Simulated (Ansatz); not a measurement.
# The polar optical mode of BP at 11 GPa, worked through

Theory: DFT LDA, scalar-relativistic, plane waves, PAW in Ansatz 0.2.0. Settings: 420 eV plane-wave cutoff, Γ-centred 10×10×10 mesh, fixed occupations. No spin polarisation. Phonons by linear response, acoustic sum rule imposed.

The cell, relaxed at 11 GPa:
```cif
data_structure
_symmetry_space_group_name_H-M 'F-43m'
_symmetry_Int_Tables_number 216
_cell_length_a 4.4069
_cell_length_b 4.4069
_cell_length_c 4.4069
_cell_angle_alpha 90.000
_cell_angle_beta 90.000
_cell_angle_gamma 90.000
_cell_volume 85.59
loop_
_atom_site_label
_atom_site_type_symbol
_atom_site_symmetry_multiplicity
_atom_site_Wyckoff_symbol
_atom_site_fract_x
_atom_site_fract_y
_atom_site_fract_z
_atom_site_occupancy
B1 B 4 a 0.00000 0.00000 0.00000 1
P1 P 4 c 0.25000 0.25000 0.25000 1
```

Linear response gives ν_TO = 868.4 cm⁻¹, Born charges ±0.825 e (positive on P) and ε∞ = 9.166. The primitive cell holds 21.396 Å³, and the masses are 10.810 and 30.974 amu.

Problem. Find ν_LO and the static dielectric constant.

Solution. The long-wave field adds a restoring force: ω_LO² − ω_TO² = Z*²e²/(ε_vac ε∞ μV). In these units ν_LO² − ν_TO² = 4.92064×10⁷ Z*²/(μ V ε∞) cm⁻², with μ = m₁m₂/(m₁ + m₂) = 8.013 amu: 21289 cm⁻². So ν_LO = √(868.4² + 21289) = 880.6 cm⁻¹, and the run gives 880.6. Lyddane–Sachs–Teller then gives ε0 = ε∞ (ν_LO/ν_TO)² = 9.43, against 9.43 in the run (it forms both from the same three quantities, so the match checks the arithmetic only). Between ν_TO and ν_LO the dielectric function is negative and an undamped crystal reflects fully: a reststrahlen band from 11.4 to 11.5 μm.

Problem. What do the Clausius–Mossotti polarisability and the Szigeti charge come to?

Solution. With the Lorentz local field, α = (3V/4π)(ε∞ − 1)/(ε∞ + 2) = 3.74 Å³ for the pair, and e_S = 3Z*/(ε∞ + 2) = 0.22 e. The Born charge includes the electrons' response to the dipole's own local field, and e_S takes that enhancement out. The Lorentz field assumes point-like polarisable ions, a poor picture once ε∞ is this large, since the electron clouds then overlap or are shared, so both numbers are formal here.

Problem. How strongly does a slow electron couple to the LO mode?

Solution. For one isotropic parabolic band, Fröhlich's constant is α_F = (1/ε∞ − 1/ε0) √(m* Ry/ħω_LO), with Ry = 13.606 eV, ħω_LO = 109.2 meV and m* in free-electron masses: α_F = 0.0030 × 11.16 × √m* = 0.03 √m*. The band mass isn't part of this run; for m* = 0.1, 0.3 and 1 it gives 0.01, 0.02, 0.03. In weak coupling the polaron lies α_F ħω_LO below the band edge (2 meV at m* = 0.3) with a mass m*(1 + α_F/6); past α_F of about 5 or 6 that expansion fails. A semilocal functional's ε∞ tends to be too large, which taken alone lowers α_F.

Cost: 1 run of about 0.31 core-minutes, on Intel Xeon Platinum 8488C (Sapphire Rapids) (shared hosts).

BP emerges as a stiff, weakly polar covalent crystal. Its optical mode lies high because strong sp³ bonds act on a reduced mass set mainly by light boron, while the LO–TO splitting is small because a modest Born charge is further screened by a large electronic polarisability. The lattice therefore adds little to the static dielectric constant, 9.43 against an ε∞ of 9.166.

The sign of the charge is the less expected result: the usual electronegativity order would make phosphorus the slightly negative partner, yet it carries +0.825 e. Boron's 2p shell has no p core beneath it and is compact, which probably draws bond charge towards boron and gives it the anion-like role. Still, a Born charge measures the polarisation caused by displacement, not a static ionic charge.

The weak Fröhlich coupling argues against large polar dressing of a band carrier, but it doesn't establish high mobility, since deformation-potential scattering by acoustic and optical phonons remains possible even without a long-range polar field.
